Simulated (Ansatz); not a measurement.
# YZr: pressure against volume scale

Results calculated with Ansatz 0.2.0, not measured. Free energy against uniform scaling of the volume at fixed shape and fractions; periodic cell, basis, potentials, k mesh and filling as listed.

The cell before it is scaled or strained (space group P-6m2, No. 187):
```
CELL_PARAMETERS angstrom
3.42360 0.00000 0.00000
-1.71180 2.96490 0.00000
0.00000 0.00000 5.40260
ATOMIC_POSITIONS crystal
Y 0.66667 0.33333 0.50000
Zr 0.33333 0.66667 0.00000
```

Settings of every row: functional PBEsol; dispersion none; potentials PAW; wave cutoff 500 eV; density cutoff 2000 eV; k mesh 10x10x6; k shift 0x0x0; occupations methfessel paxton; smearing width 0.05 eV; spin none; SCF threshold exponent -9.

Limits: coarse k mesh, up to 40 meV an atom off; stress loosely converged; the cell comes from a prototype or a list of computed structures and needn't be the stable phase.

| row | volume scale | V (Å³/atom) | pressure (GPa) | energy above lowest point (meV/atom) |
| --- | --- | --- | --- | --- |
| 1 | 0.88 | 24.13 | 5.42 | 30.5 |
| 2 | 0.92 | 25.226 | 2.17 | 5 |
| 3 | 0.96 | 26.323 | ? | ? |
| 4 | 1 | 27.42 | -3.07 | 13 |
| 5 | 1.04 | 28.517 | -5.12 | 41.2 |
| 6 | 1.08 | 29.613 | -6.84 | 82.4 |
| 7 | 1.12 | 30.71 | -8.26 | 134.2 |

Question: what pressure should row 3 give?

Worked fit of pressure. Take u = (V_r/V)^(2/3) − 1 with V_r = 27.968 Å³ an atom, which is twice the finite (Eulerian) strain; such expansions in the strain, on which the Birch-Murnaghan equation of state is built, carry the rest volume and the bulk modulus. The shown rows have u = 0.10341, 0.07121, 0.01328, -0.01288, -0.03738, -0.06045. Least squares give pressure = −4.137 + 78.461 × u + 156.99 × u² − 212.3 × u³ GPa; a parabola predicts inner rows, each left out in turn, worse (root mean square 0.037 against 0.003 GPa). All shown rows lie on it to the printed digit. The pressure vanishes at u = 0.0484, or V = 26.06 Å³ an atom, and there the bulk modulus at fixed shape and fractions is B = −V dP/dV = (2/3)(1 + u) dP/du = 64.4 GPa. Letting shape and atoms relax would as a rule lower it, by much in layered, chain or molecular crystals. The withheld row has u = 0.04124, so the fit gives −4.137 + 78.461 × (0.04124) + 156.99 × (0.04124)² − 212.3 × (0.04124)³ = -0.65 GPa.

The calculation gave -0.66 GPa. The fit lies 0.01 GPa (1.5 % of the value, 0.073 % of the column's range) above it, one unit of the last digit.

The other values of row 3: energy above lowest point 0 meV/atom.
